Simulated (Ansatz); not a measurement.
## NbP: energy above given cell and pressure as volume ratio varies

Plane-wave density functional theory, PAW datasets, Gaussian smearing 0.05 eV: equation of state, the given cell scaled in volume with shape and atoms relaxed at each volume. The results are calculated, by Ansatz 0.2.0.

The cell before it is scaled or strained (space group I4_1md, No. 109):
```
NbP
1.0
     -1.6695     1.6695     5.7285
      1.6695    -1.6695     5.7285
      1.6695     1.6695    -5.7285
Nb P
2 2
Direct
  0.49980 0.49980 0.00000
  0.24980 0.74980 0.50000
  0.08280 0.08280 0.00000
  0.83280 0.33280 0.50000
```

Settings of every row: paw set soft_2; functional r2SCAN; spin treatment none; moment partition spheres; spin axis none; wave cutoff 500 eV; k mesh 14x14x14; symmetry use detected.

Atom hubbard u: 0 on all atoms.

Limits: the cell comes from a prototype or a list of computed structures and needn't be the stable phase.

```
row  volume ratio  V (Å³/atom)  energy above given cell (meV per atom)  pressure (GPa)
  1          0.96       15.328                                   16.53           8.589
  2          0.98       15.647                                    3.98           4.072
  3             1       15.966                                       0               0
  4          1.02       16.286                                       ?               ?
  5          1.04       16.605                                   14.47          -7.001
  6          1.07       17.084                                   42.09         -11.363
```

Question: what energy above given cell and pressure should row 4 give?

Worked fit of energy above given cell. Take u = (V_r/V)^(2/3) − 1 with V_r = 15.966 Å³ an atom, which is twice the finite (Eulerian) strain; such expansions in the strain, on which the Birch-Murnaghan equation of state is built, carry the rest volume and the bulk modulus. The shown rows have u = 0.02756, 0.01355, 0, -0.02582, -0.04412. Least squares give energy above given cell = 0.018 + 1.37 × u + 21656.6 × u² meV per atom; a straight line predicts inner rows, each left out in turn, worse (root mean square 13 against 0.062 meV per atom). The rows lie off it by 0.02, -0.03, -0.02, 0.05, -0.02 (root mean square 0.03 meV per atom). Its lowest point lies at u = -0.0000, or V = 15.97 Å³ an atom, and the curvature there gives the bulk modulus with shape and atoms relaxed, B = (4/9)(1 + u)² E″(u)/V = 193 GPa. The withheld row has u = -0.01314, so the fit gives 0.018 + 1.37 × (-0.01314) + 21656.6 × (-0.01314)² = 3.74 meV per atom.

The calculation gave 3.75 meV per atom. The fit lies 0.01 meV per atom (0.024 % of the column's range) below it, one unit of the last digit.

Worked fit of pressure. Take u = (V_r/V)^(2/3) − 1 with V_r = 15.966 Å³ an atom, which is twice the finite (Eulerian) strain; such expansions in the strain, on which the Birch-Murnaghan equation of state is built, carry the rest volume and the bulk modulus. The shown rows have u = 0.02756, 0.01355, 0, -0.02582, -0.04412. Least squares give pressure = −0.0005 + 290.761 × u + 754.17 × u² GPa; a straight line predicts inner rows, each left out in turn, worse (root mean square 0.44 against 0.0067 GPa). The rows lie off it by 0.003, -0.006, 0.001, 0.004, -0.002 (root mean square 0.0036 GPa). The pressure vanishes at u = 0.0000, or V = 15.97 Å³ an atom, and there the bulk modulus with shape and atoms relaxed is B = −V dP/dV = (2/3)(1 + u) dP/du = 194 GPa. The withheld row has u = -0.01314, so the fit gives −0.0005 + 290.761 × (-0.01314) + 754.17 × (-0.01314)² = -3.691 GPa.

The calculation gave -3.688 GPa. The fit lies 0.003 GPa (0.015 % of the column's range) below it; its largest miss of a shown row is 0.006 GPa.
